# Six unlabelled rows of an elastic tensor

A strained crystal pushes back, and its elastic tensor records how hard and in which direction. The crystal here is Ti₃Al in a hexagonal cell of four close-packed layers, three of titanium and one of aluminium, stacked along $z$. The entry $C_{ij}$ in row $i$ and column $j$ is the stress component $i$ that appears per unit of strain component $j$. Components 1, 2 and 3 are stretches along $x$, $y$ and $z$; components 4, 5 and 6 are shears in the $yz$, $xz$ and $xy$ planes.

The columns below, elastic c1 to elastic c6, stand in their proper order. The rows are shuffled and have lost their numbers. The question is which stress component each row describes, and how firmly the values settle it.

Elastic constants of Ti₃Al (four-atom cell, space group P-6m2), calculated with Ansatz 0.2.0 in the LDA without spin polarisation, using PAW potentials and a plane-wave cutoff of 435.38 eV. The k mesh is 17×17×5, with Fermi–Dirac smearing of 0.1 eV. The strain amplitude is 0.005, and the ions are relaxed in the strained cells. Candidates: 4, 2, 6, 1, 5, 3.

| row | elastic c1 (GPa) | elastic c2 (GPa) | elastic c3 (GPa) | elastic c4 (GPa) | elastic c5 (GPa) | elastic c6 (GPa) |
| --- | --- | --- | --- | --- | --- | --- |
| A | 76.20 | 76.20 | 242.70 | 0.00 | 0.00 | 0.000 |
| B | 158.00 | 114.00 | 76.20 | 0.00 | 0.00 | 0.000 |
| C | 114.00 | 158.00 | 76.20 | 0.00 | 0.00 | 0.000 |
| D | 0.00 | 0.00 | 0.00 | 0.00 | 0.00 | 22.000 |
| E | 0.00 | 0.00 | 0.00 | 0.00 | 52.90 | 0.000 |
| F | 0.00 | 0.00 | 0.00 | 52.90 | 0.00 | 0.000 |

## The rule that the rows must obey

For small strains $e_i$ about a crystal at rest, the elastic energy per volume is

$$u=\tfrac12\sum_{ij}C_{ij}\,e_i e_j .$$

Each $C_{ij}$ is therefore a second derivative of one energy, and the order of differentiation doesn't matter: $C_{ij}=C_{ji}$. Row number $j$ must hold the same entries as column number $j$. This turns the column heads, which are known, into a key for the rows.

The zeros already split the rows into two groups. Rows A, B and C connect stretches with stretches, while D, E and F each hold a single shear entry. Mirror planes are the reason. A shear changes sign in a suitable mirror and a stretch does not, so a coupling between them would give two mirror-image strains different energies, although the crystal can't tell them apart.

## Row A: the axis that stands alone

Row A holds 242.7 GPa, a value that occurs in one column only, elastic c3. The other two stretch entries of that column are both 76.2 GPa, and so are the other two of row A. Row A is therefore row 3, the stress along the stacking axis. The symmetry of the tensor is enough to make this assignment sure.

The two equal entries also say something physical. A stretch along $x$ and a stretch along $y$ call up the same stress along $z$. That is how a hexagonal crystal behaves, since its elastic response is the same for all directions within the layers.

## Rows B and C: where symmetry leaves a choice

Rows B and C contain the same three values, with 158 and 114 GPa exchanged. Columns elastic c1 and elastic c2 contain these values too, so the key fits both ways. If B is row 1 and C is row 2, the larger value lies on the diagonal. If they are exchanged, the larger value becomes the coupling between $x$ and $y$, and the tensor is still symmetric.

The sign of the energy decides. Stretch the crystal by a small $\varepsilon$ along $x$ and shrink it by the same amount along $y$. With $C_{22}=C_{11}$ the energy becomes

$$u=\tfrac12\left(C_{11}-2C_{12}+C_{22}\right)\varepsilon^2=(C_{11}-C_{12})\,\varepsilon^2 .$$

With B as row 1, the factor in front is $158-114=44$ GPa, and the deformation costs energy. In the exchanged order it is $-44$ GPa, and the crystal would gain energy by distorting of its own accord. The calculation finds this crystal mechanically stable, so B is row 1 and C is row 2. That verdict covers uniform strains of the cell; it doesn't cover vibrations in which neighbouring cells move differently.

## Row D: a shear that the stretches foretell

Row D has its only entry, 22.0 GPa, under elastic c6. No other row has anything in that column, so D is row 6, the shear within the layers. Its value could have been worked out from rows B and C before looking at it.

The argument needs only a change of viewpoint. Draw a square on a layer and stretch it along $x$ while shrinking it along $y$. A second square, drawn at 45° to the first, keeps its side lengths to first order, but its right angles change by $\gamma=2\varepsilon$. One and the same deformation is a stretch with a shrink for the first square and a pure shear for the second.

The energy can't depend on which square was drawn. Described as a shear it is $\tfrac12 C_{66}\gamma^2=2C_{66}\varepsilon^2$, where the hexagonal symmetry lets the same $C_{66}$ serve for the turned axes. Setting this equal to $(C_{11}-C_{12})\,\varepsilon^2$ gives

$$C_{66}=\tfrac12\,(C_{11}-C_{12})=\tfrac12\,(158-114)\ \text{GPa}=22\ \text{GPa}.$$

The result agrees with row D, and no constant was fitted to obtain it. The agreement shows that the tensor is consistent with its symmetry; it is no evidence about the bonding. It does confirm the choice made for B and C by a second route, because the exchanged order would have predicted a negative shear constant.

The relation also shows how to read such tensors. When $C_{11}$ and $C_{12}$ lie close together, a hexagonal crystal is soft against shear within its layers, however large both numbers are. The softness of row D and the narrow gap between 158 and 114 GPa are one fact seen twice.

## Rows E and F: the same choice again

Row E has 52.9 GPa under elastic c5, and row F has the same value under elastic c4. The natural reading is that E is row 5 and F is row 4, which places both values on the diagonal. Exchanging them again leaves the tensor symmetric, but then each shear would meet no resistance of its own and would only produce stress in the other.

Such a crystal would be unstable. With a coupling $C_{45}$ alone, two shears of equal size $\gamma$ and opposite sign have the energy $-C_{45}\gamma^2$, which is negative for a coupling of 52.9 GPa. A mirror plane that contains the stacking axis leads to the same conclusion: it reverses one of the two shears and leaves the other as it was, so their coupling has to vanish. E is row 5 and F is row 4.

## What is sure and what hangs on the column heads

With the column heads in place, all six assignments are sure. A and D follow from the symmetry of the tensor alone. The pairs B, C and E, F need stability as well, or else the hexagonal symmetry of the crystal.

If the column heads were lost too, A and D could still be recognised, A as the stretch that differs from the other two and D as the shear that does. B and C would then be ambiguous, and so would E and F. No cleverer argument would help, because exchanging the names $x$ and $y$ changes nothing in the elastic behaviour of a hexagonal crystal.

The rows with their labels:

| row | elastic c1 (GPa) | elastic c2 (GPa) | elastic c3 (GPa) | elastic c4 (GPa) | elastic c5 (GPa) | elastic c6 (GPa) |
| --- | --- | --- | --- | --- | --- | --- |
| 1 | 158.00 | 114.00 | 76.20 | 0.00 | 0.00 | 0.000 |
| 2 | 114.00 | 158.00 | 76.20 | 0.00 | 0.00 | 0.000 |
| 3 | 76.20 | 76.20 | 242.70 | 0.00 | 0.00 | 0.000 |
| 4 | 0.00 | 0.00 | 0.00 | 52.90 | 0.00 | 0.000 |
| 5 | 0.00 | 0.00 | 0.00 | 0.00 | 52.90 | 0.000 |
| 6 | 0.00 | 0.00 | 0.00 | 0.00 | 0.00 | 22.000 |

## Stiff along the stack, soft within the layers

With the labels restored, the diagonal shows a marked anisotropy. A stretch of 0.005 along $z$ calls up a stress of 1.21 GPa, while the same stretch along $x$ calls up 0.79 GPa. These figures come from the local density approximation, which tends to bind too strongly and often makes lattices too stiff, and from atomic datasets made for another functional. The contrast between the directions is therefore a safer reading than either stiffness by itself.

The contrast survives when the crystal is free to deform in all directions at once. Under uniform pressure, the relative shortening along the stacking axis is 0.72 times that within the layers. This ratio follows from the four constants $C_{11}$, $C_{12}$, $C_{13}$ and $C_{33}$ together, so it includes the sideways push that each direction exerts on the others.

A possible cause lies in the distances. Neighbours in adjacent layers are 2.795 or 2.812 Å apart, whereas neighbours within a layer are 2.859 Å apart; each aluminium atom has six aluminium neighbours at that longer distance and six titanium neighbours at 2.812 Å. Shorter contacts are often stiffer, and a stretch along $z$ lengthens only the short ones, whereas a stretch within the layers acts on both kinds. The lengths differ by only about two per cent, however, so this may explain no more than a part of the contrast. It remains a guess, since the tensor doesn't resolve the stiffness of single contacts.

## What a net of springs gets right

A flat triangular net of equal springs is a simpler system with the same symmetry within the plane. It too responds alike in all directions, and it obeys the same relation between $C_{66}$, $C_{11}$ and $C_{12}$. The likeness ends with the strengths. Springs that act only along the line between two atoms make $C_{12}$ equal to $C_{66}$ in a net at rest, whereas in this crystal the two are 114 and 22 GPa.

In a metal, part of such a gap is familiar. The electron gas has an energy that depends on the volume, which resists a change of volume but not a shear. Added to central forces in a crystal at rest whose atoms all sit at inversion centres, such a term would open the gap $C_{12}-C_{66}$ and the gap $C_{13}-C_{44}$ by the same amount. The table gives 92 GPa for the first and 23 GPa for the second, so the picture fails here. One of its assumptions is known not to hold, since this structure has no inversion centres. The unequal gaps alone can't tell whether the form of the forces fails too.

At least two explanations remain open. The forces may depend on the angles between bonds, as is plausible for a transition metal with partly filled d shells. Alternatively, the atoms may shift against each other inside the strained cell, which this structure without an inversion centre permits and the calculation allowed. The constants contain all such effects together, and separating the shifts from the rest would take a second tensor with the atoms held at their strained lattice positions.

## The same puzzle in other structures

A tetragonal crystal of high symmetry would offer the same pairs, rows 1 with 2 and rows 4 with 5, because its $x$ and $y$ axes are equivalent as well. Its row 6 would be a number of its own, however. A square lattice does distinguish its edges from its diagonals, so the two squares of the argument above are no longer alike. In a cubic crystal $z$ joins $x$ and $y$ as an equal, and row 3 would lose the mark by which row A was recognised first.

The present Ti₃Al cell is itself one structure among several, and it isn't the known ground state of the compound, which has a different order of the atoms. The way of assigning the rows would carry over to that hexagonal structure unchanged. The sizes of the constants belong to the stacking calculated here.
